How much energy does it take to pull an electron out of this small chlorofluoroethyl germane, and can an orbital energy tell? With the exact functional, the energy of the highest filled orbital (HOMO) would be minus the vertical ionisation energy, and the deeper filled levels would roughly follow the energies needed to remove one electron from further down instead. Approximate functionals break this link to very different degrees. The choice among them therefore depends on what is to be read off: an absolute energy, a spacing or a gap.

Kohn–Sham orbital energies of closed-shell C2H6ClFGe (SMILES F[CH]([GeH3])CCl) in the gas phase, computed with Ansatz 0.2.0 using four functionals and the def2-TZVPP basis at the PBE0-D4/def2-TZVP geometry. Orbitals are counted from the HOMO (index 0; 1 is the LUMO) and matched by their order in energy, which can swap between functionals.

| orbital index | r2SCAN (eV) | PBE0 (eV) | wB97M-V (eV) | wB97X-V (eV) | wB97X-V less r2SCAN (eV) |
| --- | --- | --- | --- | --- | --- |
| -16 | -30.69 | -33.78 | -36.39 | -36.23 | -5.54 |
| -15 | -30.69 | -33.64 | -36.33 | -36.18 | -5.49 |
| -14 | -22.60 | -24.24 | -26.93 | -27.20 | -4.60 |
| -13 | -19.45 | -21.00 | -23.70 | -23.91 | -4.46 |
| -12 | -16.38 | -17.80 | -20.44 | -20.65 | -4.27 |
| -11 | -14.62 | -15.94 | -18.67 | -18.86 | -4.24 |
| -10 | -13.39 | -14.77 | -17.30 | -17.44 | -4.05 |
| -9 | -12.31 | -13.70 | -16.21 | -16.32 | -4.01 |
| -8 | -11.75 | -13.05 | -15.54 | -15.66 | -3.90 |
| -7 | -11.10 | -12.32 | -14.73 | -14.89 | -3.79 |
| -6 | -10.58 | -11.83 | -14.17 | -14.30 | -3.73 |
| -5 | -9.25 | -10.56 | -13.00 | -13.09 | -3.84 |
| -4 | -9.03 | -9.98 | -12.25 | -12.46 | -3.43 |
| -3 | -8.85 | -9.88 | -12.15 | -12.35 | -3.50 |
| -2 | -7.82 | -8.93 | -11.23 | -11.37 | -3.56 |
| -1 | -7.46 | -8.56 | -10.89 | -11.05 | -3.59 |
| 0 | -7.27 | -8.32 | -10.54 | -10.69 | -3.42 |
| 1 | -0.48 | 0.22 | 1.99 | 2.27 | 2.76 |
| 2 | 0.07 | 0.52 | 2.36 | 2.59 | 2.52 |
| 3 | 0.56 | 1.09 | 2.84 | 3.12 | 2.56 |

From left to right nearly every filled level sinks at each step, and every empty level rises. The only exceptions are the two lowest rows, which come back up slightly in the last step. In that small step, differences between the semilocal parts of the two functionals may matter as much as exact exchange. The common cause of the two larger steps is well established. In a semilocal functional such as r2SCAN an electron partly repels itself, which pushes filled levels too high. Exact exchange removes this self-repulsion, and it matters at which distances it does so.

The long-range part can be estimated. Suppose that any two electrons in the molecule repel each other at long range by the same energy $c$. A semilocal functional lowers every orbital by $c/2$, filled or empty. Exact exchange lowers a filled orbital by the full $c$ and an empty one not at all. Switching from one to the other therefore moves filled levels down and empty levels up by $c/2$.

In wB97M-V and wB97X-V the long-range repulsion is $\mathrm{erf}(\omega r)/r$, with $r$ the distance between the electrons and $\omega = 0.3$ per bohr. For very compact orbitals this tends to $c = 2\omega/\sqrt{\pi}$. In wB97X-V 17 % of the exchange is exact at every distance, so only the other 83 % switches on with distance:

$$0.83\,\frac{\omega}{\sqrt{\pi}} \approx 3.8\ \text{eV}.$$

Real orbitals spread over distances comparable with $1/\omega$, nearly 2 Å, and should feel somewhat less.

### Levels −16 and −15: the germanium 3d shell

The two lowest rows are not ordinary valence levels. Here the five Ge 3d orbitals lie close to the fluorine 2s orbital. In r2SCAN both rows are 3d, with F 2s about 1 eV further down; in PBE0 and wB97M-V all six levels crowd within 0.3 eV, and matching by order is unsafe. From r2SCAN to wB97M-V the 3d shell falls by about 5.7 eV and F 2s by about 4.7 eV, so even their separation depends on the functional.

This stretch shows most clearly that distance matters. From r2SCAN to PBE0, level −16 falls by 3.1 eV, three times as far as the HOMO. From PBE0 to wB97M-V it falls by 2.6 eV, not much further than the HOMO's 2.2 eV. Electrons in a compact 3d shell repel each other mostly at short range, where even PBE0's 25 % of exact exchange has a large effect. The long-range correction differs much less between a compact shell and a bond orbital, as the estimate suggests, although this step also gives up some short-range exchange, which hides part of the difference. The uncertain labels blur these figures by a few tenths of an eV, which leaves the contrast intact.

For core-like levels, then, r2SCAN is the poorest choice, but none of the four columns should be set directly against a measured 3d line. Germanium is treated here without scalar relativity, which usually raises a 3d shell. The silicon analogue would be simpler: silicon has no filled d shell, so F 2s would stand alone.

### Levels −14 to −6: the deeper valence levels

Level −14 sinks by 1.2 eV more than the HOMO between r2SCAN and wB97X-V. Going up from there the shift shrinks row by row until level −6. By their energies, the lowest of these levels should be mainly chlorine 3s and carbon 2s, which are more compact than the chlorine lone pairs and the bonds to germanium nearer the top. Compact orbitals carry more self-repulsion, so they have more to lose. This cannot be the whole story, because fluorine lone pairs are compact too and should lie in the middle of this range. This reading rests on the usual order of atomic levels, not on an analysis of the orbitals.

For someone assigning a photoelectron spectrum, the result is a stretched energy scale. The distance from level −10 up to the HOMO is 6.1 eV in r2SCAN, 6.4 eV in PBE0 and 6.8 eV in both range-separated functionals. A semilocal spectrum moved bodily to match the first band would thus place this level about 0.6 eV too close to it, judged by those two. PBE0 halves that discrepancy.

### Levels −5 to 0: the first ionisations

Near the top the absolute position matters most, and here the methods disagree strongly. The HOMO falls by 1.05 eV from r2SCAN to PBE0 and by another 2.2 eV to wB97M-V, but by only 0.15 eV more to wB97X-V. Assigning a band calls for an accuracy of a few tenths of an eV, so the first two steps are far too large to ignore and the last is tolerable. The large middle step comes although wB97M-V has less short-range exact exchange than PBE0; what it has more of is long-range exchange.

The estimate can now be worked through for the HOMO. The 17 % of exchange that is exact at every distance is taken to give 17/25 of the step from r2SCAN to PBE0, the ratio of the two exact-exchange shares. This is approximate, since the semilocal parts of these functionals differ too. For the long-range part, one constant was fitted to the filled levels from −14 to 0, the HOMO among them. It came out at 3.0 eV, below the compact limit as it should be:

$$\frac{17}{25}\times(-1.05) - 3.03 \approx -3.7\ \text{eV}.$$

The table has −3.4 eV, so the estimate is 0.3 eV too deep. The misses follow a trend: what is left for the long-range part shrinks from about 3.5 eV at level −14 to 2.7 eV at the HOMO, as expected if the upper orbitals are more spread out. A single constant is therefore only an average.

A simpler rule, in which every shift is a fixed multiple of the PBE0 step, does equally well on the same levels. It amounts to a global hybrid with about three quarters exact exchange. The two lowest rows, which neither fit used, tell the two apart: the simple rule calls for a fall of about 9 eV where the table has 5.5 eV, while the range-based estimate comes within half an eV. The printed analysis below gives both fits.

Theory favours the range-separated values for the first ionisation energy, because only these functionals give a departing electron the right attraction at large distance. Chloroethane, a simpler relative, ionises at roughly 11 eV (a recalled figure). This is only a rough guide, since the highest level here may be a bond to germanium rather than a chlorine lone pair, but it fits a HOMO near −10.6 eV far better than one near −7.3 eV. The safer route with any of the four is to compute the cation at the same geometry and subtract total energies. Self-interaction usually harms such differences much less than it harms orbital energies.

The order of neighbouring levels needs care as well. Levels −4 and −3 lie within 0.2 eV of each other in every column and could change places unnoticed. Orbital shapes, not order, should decide which is which.

### Levels 1 to 3: the empty orbitals

Across the HOMO the shift changes sign, as the argument requires. The empty levels rise by 2.5 to 2.8 eV from r2SCAN to wB97X-V. Added to the scaled PBE0 step, the constant found for filled levels overshoots these rises by about 0.8 eV, while the simple multiple falls short by 0.6 to 1.2 eV. A likely reason for the overshoot is that empty orbitals are more spread out and feel less of the long-range term, though this was not tested.

The lowest empty level (LUMO) also changes its message. In r2SCAN it lies at −0.5 eV, as if the molecule would bind an extra electron; in the other three columns it is positive. A positive level belongs to an electron that is not bound at all. Its height depends on how far the basis lets that electron spread, and more diffuse functions would lower it. None of these values should be used as an electron affinity.

The gap between HOMO and LUMO inherits both shifts and grows from 6.8 eV in r2SCAN to 13.0 eV in wB97X-V. The larger value is closer in meaning to the cost of removing one electron and adding another far away, although its upper end suffers from the basis. It is not the energy of light absorption, in which the excited electron stays near the hole and is attracted by it. For that purpose an excited-state calculation is needed, whichever functional is chosen.

### What the better levels cost

r2SCAN is the cheapest, since it needs no exact exchange. With the usual density fitting its effort grows roughly with the cube of the molecule's size, whereas exact exchange grows formally with the fourth power. The range-separated functionals need exchange at two ranges and a nonlocal correlation term, but remain in the same class as PBE0. For eleven atoms at a fixed geometry, any of them is affordable. It is therefore sensible to read a first estimate of the lowest ionisation energies from wB97M-V or wB97X-V, and to keep r2SCAN for screening many similar molecules by the pattern of their upper filled levels, where errors of about half an eV can be accepted.

Output of the analysis:

```
HOMO change from r2SCAN to PBE0 (eV): -1.05
HOMO change from PBE0 to wB97M-V (eV): -2.22
HOMO change from wB97M-V to wB97X-V (eV): -0.15
LUMO change from r2SCAN to PBE0 (eV): 0.7
LUMO change from PBE0 to wB97M-V (eV): 1.77
HOMO-LUMO gap in r2SCAN (eV): 6.79
HOMO-LUMO gap in PBE0 (eV): 8.54
HOMO-LUMO gap in wB97M-V (eV): 12.53
HOMO-LUMO gap in wB97X-V (eV): 12.96
distance from level -10 up to the HOMO in r2SCAN (eV): 6.12
distance from level -10 up to the HOMO in PBE0 (eV): 6.45
distance from level -10 up to the HOMO in wB97M-V (eV): 6.76
distance from level -10 up to the HOMO in wB97X-V (eV): 6.75
shift of level -14 less shift of the HOMO, r2SCAN to wB97X-V (eV): -1.18
long-range shift expected for a very compact orbital (eV): 3.823
fit of rest on 15 rows (valence): coefficient of sgn 3.03 +/- 0.064; rms 0.24, worst -14 0.454, leave-one-out rms 0.258
  rows outside the fit (model, value, miss): -16 -3.03, -3.439, 0.408; -15 -3.03, -3.484, 0.454; 1 3.03, 2.284, 0.746; 2 3.03, 2.214, 0.816; 3 3.03, 2.2, 0.831
fit of shift on 15 rows (valence): coefficient of step 3.043 +/- 0.052; rms 0.251, worst -4 0.539, leave-one-out rms 0.268
  rows outside the fit (model, value, miss): -16 -9.403, -5.54, -3.86; -15 -8.977, -5.49, -3.49; 1 2.13, 2.76, -0.63; 2 1.369, 2.52, -1.15; 3 1.613, 2.56, -0.947
global exchange share that the proportional rule would need (percent): 76.08
mean change of Ge 3d from r2SCAN to wB97M-V, to about 0.1 (eV): -5.702
change of F 2s from r2SCAN to wB97M-V, to about 0.1 (eV): -4.671
```
